## Question

An octatetraene chain has eight carbon atoms joined by alternating double and single bonds, and here one end carries a silyl group, SiH₃. Six excited singlet states of this molecule were computed with a range-separated density functional, and they appear below in shuffled order. Each state moves an electron out of an occupied orbital, where it leaves a hole, into an empty one.

The oscillator strength measures how strongly a state absorbs light from the ground state. The exciton size is the root-mean-square distance between electron and hole. The overlap lambda runs from 0 to 1 and tells how far the two orbitals occupy the same space.

Vertical singlet excitations of the silyl-substituted octatetraene C8H12Si in the gas phase, computed with PySCF 2.14.0 using Tamm-Dancoff CAM-B3LYP/aug-cc-pVDZ, density fitting and a frozen core in the response, at the PBE0-D3(BJ)/def2-SVP geometry. The main orbital pair is the one with the largest weight in each state. Candidates: 6, 2, 1, 3, 5, 4.

```tsv
row	singlet energy (eV)	singlet oscillator strength	singlet exciton size (Å)	singlet orbital overlap lambda
A	5.330	0.000	5.000	0.200
B	5.380	0.001	5.130	0.210
C	5.990	0.000	5.610	0.180
D	5.670	0.004	5.380	0.740
E	5.700	0.008	5.830	0.190
F	4.370	2.453	4.410	0.840
```

The leading orbital pairs are HOMO→LUMO, HOMO→LUMO+1, HOMO→LUMO+2, HOMO→LUMO+3, HOMO→LUMO+5 and HOMO-1→LUMO. HOMO-1, HOMO and LUMO are π orbitals of the carbon chain, while the other four empty orbitals are diffuse and reach far out around the molecule. Assign a pair to each letter, and say which assignments are sure.

## Model answer

**The bright state.** F has an oscillator strength of 2.453, and no other state exceeds 0.008. It also has the lowest energy and the highest overlap. All three point to HOMO→LUMO, a jump between neighbouring π levels that both extend over the whole chain.

A particle in a box shows why this jump is so strong. The eight π electrons fill four levels, so the HOMO is level 4 and the LUMO level 5. For levels $n$ and $m$ of opposite parity in a box of length $L$, the transition dipole is $(8eL/\pi^2)\,nm/(m^2-n^2)^2$, where $e$ is the elementary charge. A singlet excitation gains a further factor $\sqrt2$, because either of the two paired electrons can be promoted:

$$\mu=\sqrt2\cdot\frac{8}{\pi^2}\cdot\frac{4\cdot5}{(25-16)^2}\,eL=0.283\,eL$$

The carbon chain is roughly 8.6 Å long, which gives $\mu\approx2.43$ e Å. With the computed energy $E=4.37$ eV, the hartree $E_\mathrm{h}=27.2$ eV and the bohr $a_0=0.529$ Å, the oscillator strength becomes

$$f=\frac23\,\frac{E}{E_\mathrm{h}}\left(\frac{\mu}{e a_0}\right)^2=\frac23\cdot\frac{4.37}{27.2}\cdot\left(\frac{2.43}{0.529}\right)^2\approx2.3$$

This is 8 % below the computed value for F. A box with half a bond more at each end, 9.8 Å long, comes out 20 % above it. The dipole is large because it scales with the length of the chain.

**The dark π state.** Among the other five, D stands apart with an overlap of 0.74, while A, B, C and E lie near 0.2. Only a jump from one chain orbital to another can keep electron and hole in the same space to that degree. D is therefore HOMO-1→LUMO.

The box also explains why D is dark. HOMO-1 is level 3, so the jump to level 5 joins two levels of equal parity, and its dipole vanishes by symmetry. The silyl group makes the two ends of the real chain different, which allows a trace of intensity.

**The four diffuse states.** A, B, C and E share the remaining pairs, from the HOMO into the diffuse orbitals. Their low overlap fits an electron that spends much of its time where the hole is not. Which state belongs to which orbital can only be guessed, by matching the order of the states to the order of the orbitals. That guess gives A, B, E and C the orbitals LUMO+1, +2, +3 and +5.

**Verdict.** F and D are sure, and so is the diffuse character of the other four. The pairs within that group are ambiguous, above all for A and B, whose energies differ by only 0.05 eV. Sorted by energy, the letters F, A, B, D, E, C take the row numbers 1 to 6.

The rows with their labels:

```tsv
row	singlet energy (eV)	singlet oscillator strength	singlet exciton size (Å)	singlet orbital overlap lambda	singlet main from	singlet main to
1	4.370	2.453	4.410	0.840	HOMO	LUMO
2	5.330	0.000	5.000	0.200	HOMO	LUMO+2
3	5.380	0.001	5.130	0.210	HOMO	LUMO+1
4	5.670	0.004	5.380	0.740	HOMO-1	LUMO
5	5.700	0.008	5.830	0.190	HOMO	LUMO+3
6	5.990	0.000	5.610	0.180	HOMO	LUMO+5
```

The labels confirm F and D, and also the guesses for E and C. A and B are the other way round: the lower state is led by LUMO+2. These two orbitals lie only 0.02 eV apart and both states contain both of them, so the label names the larger share of a mixture.

## Remarks on the reasoning

**Overlap is the clue that decides.** A candidate who looks for D by its brightness will fail, since its strength of 0.004 lies between those of B and E. Size fails as well, because the 5.38 Å of D falls inside the range of the diffuse states. Only the overlap separates the two classes, with a factor of 3.5 between the lowest π state and the highest diffuse one.

**A large size can have two causes.** The squared size is the sum of the squared spreads of electron and hole and the squared shift between their centres, less a term for their correlated motion. If electron and hole moved independently, D would be the smallest of the six, at 4.7 Å. It is larger because the two avoid each other along the chain: when one is near one end, the other tends to be near the opposite end. The diffuse states are large for a plainer reason, the wide spread of the electron itself. The printed output below takes all six sizes apart in this way and lists the box results for both lengths.

**Low overlap need not mean charge transfer.** It would be tempting to read A, B, C and E as states that push an electron onto the silyl group. Yet the centre of the electron lies at most about 1 Å from that of the hole, whereas the electron cloud has a spread of 4 to 6 Å. The electron surrounds the molecule more than it moves to one end.

The direction of the transition dipoles also tells the two classes apart, though it can't by itself rule out an orbital on the silyl group. In F and D they are nearly parallel, but in the four diffuse states they stand at right angles to both. This is what symmetry demands when an electron leaves a π orbital, which changes sign across the molecular plane, for an orbital that does not. The energies of such states depend on how well the basis set describes the outer region, and only one basis was used, so their spacing deserves less trust than their character.

**One orbital pair tells half the story of D.** HOMO-1→LUMO makes up 48 % of this state, and a jump from the HOMO to the next π* orbital adds another 45 %. In the box these are the jumps 3→5 and 4→6, and both are forbidden from the ground state. Starting from F, however, each needs only a step between neighbouring levels. The calculation agrees: absorption from F to D has a strength of 1.1, while that from F to any diffuse state stays near 0.001 or below.

**The box does better for this dipole than for the energy.** The dipole depends on the straight distance between the ends, the energy on the longer path along the bonds. That path is about 9.8 Å from the first carbon to the last, and about 11 Å with half a bond more at each end. Levels 4 and 5 then lie 3.5 or 2.8 eV apart, in both cases below the computed 4.37 eV of F. A uniform box ignores the alternation of short and long bonds, which opens the gap, and the interaction between the electrons. The dipole depends mainly on the shape and length of the orbitals, which the box describes well. The computed values are themselves approximate: the Tamm-Dancoff treatment used here usually raises the energy of such a bright state, and it does not obey the sum rule for oscillator strengths.

**The position of D remains open.** In octatetraene without the silyl group, the dark state of this kind is known to be the lowest excited singlet. It owes its low energy largely to configurations in which two electrons are excited at once, and linear response leaves these out. The table identifies D by its character, but its place 1.3 eV above F (5.67 − 4.37) can't be relied on. Whether D in fact lies below the bright state in the silyl compound is a question for a method that includes double excitations.

Numerical output:

```
Size taken apart (angstrom) and direction of the transition dipole:
  row  electron spread over hole spread  size without correlation  size with correlation  cosine to bright dipole  cosine to dark pi dipole
    1                             1.083                     4.832                  4.413                        1                    0.9877
    2                              1.34                     5.287                  5.006                 0.004796                  0.005208
    3                             1.407                     5.534                  5.128                 0.001046                   0.00179
    4                             1.059                     4.669                  5.377                   0.9877                         1
    5                             1.744                      6.75                  5.826                0.0009241                  0.001656
    6                             1.654                     6.341                  5.608                 0.005485                  0.006845
Smallest overlap of the two high rows over largest of the four low rows: 3.524
Energy of row 3 less row 2 (eV): 0.05
Energy of row 5 less row 4 (eV): 0.03
Energy of row 2 less row 1 (eV): 0.96
Orbital energy of LUMO+2 less LUMO+1 (eV): 0.0219
Transition dipole of the bright state from its energy and strength (e angstrom): 2.533
Box transition dipole at length 8.6 angstrom (e angstrom): 2.434
Box transition dipole at length 9.8 angstrom (e angstrom): 2.774
Box oscillator strength at length 8.6 angstrom and the computed energy: 2.265
Box oscillator strength at length 9.8 angstrom and the computed energy: 2.942
Box gap between levels 4 and 5 at path length 11 angstrom (eV): 2.797
```
